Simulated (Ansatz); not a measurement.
**Ligand exchange: GeH3Cl + BH(CH3)(SiH3) → SiH3(GeH3) + BH(CH3)Cl**

Species: GeH3Cl (chlorogermane) `[Cl][GeH3]`, singlet; BH(CH3)(SiH3), singlet; SiH3(GeH3), singlet; BH(CH3)Cl, singlet. The partners trade Cl for SiH3: Ge–Cl and B–SiH3 bonds give way to Ge–SiH3 and B–Cl.

Shapes, held fixed at every level: PBE0-D4/def2-TZVP. Programs: Ansatz 0.2.0. The zero-point and thermal change to 298 K, harmonic and unscaled (PBE0-D4/def2-TZVP), is +1.4 kJ/mol.

```csv
level,kind,ΔH(298 K) (kJ/mol),less CCSD(T)/def2-TZVPP,CPU time (sum over the molecules)
PBE0-D4/def2-TZVPP,global hybrid,-71.8,-0.5,13 s
r2SCAN0-D4/def2-TZVPP,global hybrid,-72.1,-0.8,22 s
wB97M-V/def2-TZVPP,range-separated hybrid,-70.2,+1.1,52 s
wB97X-V/def2-TZVPP,range-separated hybrid,-66.4,+4.9,39 s
B2PLYP/def2-TZVPP,double hybrid,-70.2,+1.1,23 s
CCSD(T)/def2-SVP,coupled cluster or CI,-81.2,-9.9,9.5 s
CCSD/def2-TZVPP,coupled cluster or CI,-68.8,+2.5,–
CCSD(T)/def2-TZVPP,coupled cluster or CI,-71.3,0.0,2.6 min
```

The highest level, CCSD(T)/def2-TZVPP, gives ΔH(298 K) = -71.3 kJ/mol; the levels span -81.2 to -66.4. The column of differences is taken from that level and isn't an error. No measured value is set beside it here. Relativity is left out for Ge unless named. Correlated rows may include outer-core shells of Ge, which these sets cover unevenly. Times are processor times on shared x86 and Arm servers, and rough.

The exchange is clearly exothermic at every level, with -71.3 kJ/mol from CCSD(T)/def2-TZVPP, and the thermal term is far too small to affect that. The driving force is most likely chlorine's preference for boron over germanium. Three-coordinate boron has a formally empty p orbital that accepts chlorine lone-pair density, adding π character to an already strong, polar σ bond. Tetravalent germanium has no comparably low-lying acceptor. The silyl group has no lone pair to offer, so moving it from boron to germanium sacrifices little by comparison.

The choice of basis matters more than the treatment of correlation: CCSD(T) in the def2-SVP set overshoots by -9.9 kJ/mol, probably because the small set describes the polar Ge–Cl and B–Cl bonds unevenly, whereas omitting the triples shifts the result by only +2.5. Among the density functionals, wB97X-V stands apart with the least exothermic value, while the others lie close to the coupled-cluster result. The reaction enthalpy says nothing about the barrier to exchange.
